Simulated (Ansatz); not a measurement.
Cu: the change of energy above lowest point with volume scale

Free energy against uniform scaling of the volume at fixed shape and fractions; periodic cell, basis, potentials, k mesh and filling as listed. The results are calculated, by Ansatz 0.2.0.

The cell before it is scaled or strained (space group I4/mmm, No. 139):
```
CELL_PARAMETERS angstrom
-1.44760 1.44760 1.38070
1.44760 -1.44760 1.38070
1.44760 1.44760 -1.38070
ATOMIC_POSITIONS crystal
Cu 0.00000 0.00000 0.00000
```

Settings of every row: functional LDA; dispersion none; potentials PAW; wave cutoff 500 eV; density cutoff 2000 eV; k mesh 14x14x14; k shift 0x0x0; occupations methfessel paxton; smearing width 0.1 eV; spin none.

Limits: coarse k mesh, up to 40 meV an atom off; the cell comes from a prototype or a list of computed structures and needn't be the stable phase.

| row | volume scale | V (Å³/atom) | energy above lowest point (meV/atom) |
| --- | --- | --- | --- |
| 1 | 0.9406 | 10.886 | 0 |
| 2 | 0.9703 | 11.23 | 4.6 |
| 3 | 1 | 11.573 | 19.8 |
| 4 | 1.0297 | 11.917 | ? |
| 5 | 1.0594 | 12.261 | 75.4 |

Question: what energy above lowest point should row 4 give?

Worked fit of energy above lowest point. Take u = (V_r/V)^(2/3) − 1 with V_r = 11.402 Å³ an atom, which is twice the finite (Eulerian) strain; such expansions in the strain, on which the Birch-Murnaghan equation of state is built, carry the rest volume and the bulk modulus. The shown rows have u = 0.03136, 0.01018, -0.00987, -0.04727. Least squares give energy above lowest point = 11.04 − 755.2 × u + 12834 × u² meV/atom; a straight line predicts inner rows, each left out in turn, worse (root mean square 12 against 0.16 meV/atom). The rows lie off it by 0.0, -0.1, 0.1, 0.0. Its lowest point lies at u = 0.0294, or V = 10.92 Å³ an atom, and the curvature there gives the bulk modulus at fixed shape and fractions, B = (4/9)(1 + u)² E″(u)/V = 177 GPa. Letting shape and atoms relax would as a rule lower it, by much in layered, chain or molecular crystals. The withheld row has u = -0.02902, so the fit gives 11.04 − 755.2 × (-0.02902) + 12834 × (-0.02902)² = 43.8 meV/atom.

The calculation gave 43.9 meV/atom. The fit lies 0.1 meV/atom (0.13 % of the column's range) below it, one unit of the last digit.
